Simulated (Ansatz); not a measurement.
TaRu: pressure and energy less free atoms against volume scale

Periodic Kohn-Sham DFT of a crystal at fixed atoms, scaled to volume_scale times the given cell; pressure positive in compression, energy less spherical unpolarised free atoms, largest_vzz the field gradient of largest size among the nuclei. The results are calculated, by Ansatz 0.2.0.

The cell before it is scaled or strained (space group P4/mmm, No. 123):
```
cell vectors (Å)
   3.0530     0.0000     0.0000
   0.0000     3.0530     0.0000
   0.0000     0.0000     3.3890
atoms (fractions of the cell vectors)
Ta  0.50000  0.50000  0.50000
Ru  0.00000  0.00000  0.00000
```

Settings of every row: method all-electron LAPW; functional LDA; relativity scalar; k mesh 11x11x10; filling fermi-dirac; smearing width 0.05 eV; basis error target 0.5 meV/atom; nucleus gaussian.

Atom start moment: 0 on all atoms.

Limits: no spin-orbit coupling on heavy atoms.

| row | volume scale | V (Å³/atom) | pressure (GPa) | energy less free atoms (eV/atom) |
| --- | --- | --- | --- | --- |
| 1 | 0.94 | 14.846 | 6.75 | -11.0317 |
| 2 | 0.96 | 15.162 | 0.437 | -11.0387 |
| 3 | 0.98 | 15.478 | -5.228 | -11.0338 |
| 4 | 0.99 | 15.636 | ? | ? |
| 5 | 1 | 15.794 | -10.311 | -11.0184 |
| 6 | 1.01 | 15.952 | -12.652 | -11.0071 |
| 7 | 1.02 | 16.11 | -14.867 | -10.9935 |
| 8 | 1.04 | 16.426 | -18.948 | -10.9601 |
| 9 | 1.06 | 16.742 | -22.6 | -10.9191 |

Question: what pressure and energy less free atoms should row 4 give?

Worked fit of pressure. Take u = (V_r/V)^(2/3) − 1 with V_r = 15.873 Å³ an atom, which is twice the finite (Eulerian) strain; such expansions in the strain, on which the Birch-Murnaghan equation of state is built, carry the rest volume and the bulk modulus. The shown rows have u = 0.0456, 0.03102, 0.01694, 0.00333, -0.0033, -0.00983, -0.02257, -0.03491. Least squares give pressure = −11.4975 + 352.732 × u + 1014.1 × u² + 572 × u³ GPa; a parabola predicts inner rows, each left out in turn, worse (root mean square 0.0093 against 0.0011 GPa). The rows lie off it by 0.000, 0.000, 0.000, 0.001, -0.002, 0.000, 0.001, 0.000. The pressure vanishes at u = 0.0300, or V = 15.19 Å³ an atom, and there the bulk modulus at fixed shape and fractions is B = −V dP/dV = (2/3)(1 + u) dP/du = 285 GPa. Letting shape and atoms relax would as a rule lower it, by much in layered, chain or molecular crystals. The withheld row has u = 0.01008, so the fit gives −11.4975 + 352.732 × (0.01008) + 1014.1 × (0.01008)² + 572 × (0.01008)³ = -7.838 GPa.

The calculation gave -7.839 GPa. The fit lies 0.001 GPa (0.0034 % of the column's range) above it, one unit of the last digit.

Worked fit of energy less free atoms. Take u = (V_r/V)^(2/3) − 1 with V_r = 15.873 Å³ an atom, which is twice the finite (Eulerian) strain; such expansions in the strain, on which the Birch-Murnaghan equation of state is built, carry the rest volume and the bulk modulus. The shown rows have u = 0.0456, 0.03102, 0.01694, 0.00333, -0.0033, -0.00983, -0.02257, -0.03491. Least squares give energy less free atoms = −11.01303 − 1.7085 × u + 28.284 × u² + 4.4 × u³ eV/atom; a parabola predicts inner rows, each left out in turn, worse (root mean square 7.4e-05 against 3.1e-05 eV/atom). All shown rows lie on it to the printed digit. Its lowest point lies at u = 0.0300, or V = 15.18 Å³ an atom, and the curvature there gives the bulk modulus at fixed shape and fractions, B = (4/9)(1 + u)² E″(u)/V = 285 GPa. Letting shape and atoms relax would as a rule lower it, by much in layered, chain or molecular crystals. The withheld row has u = 0.01008, so the fit gives −11.01303 − 1.7085 × (0.01008) + 28.284 × (0.01008)² + 4.4 × (0.01008)³ = -11.0274 eV/atom.

The calculation gave -11.0274 eV/atom. The fit meets it to the printed digit.
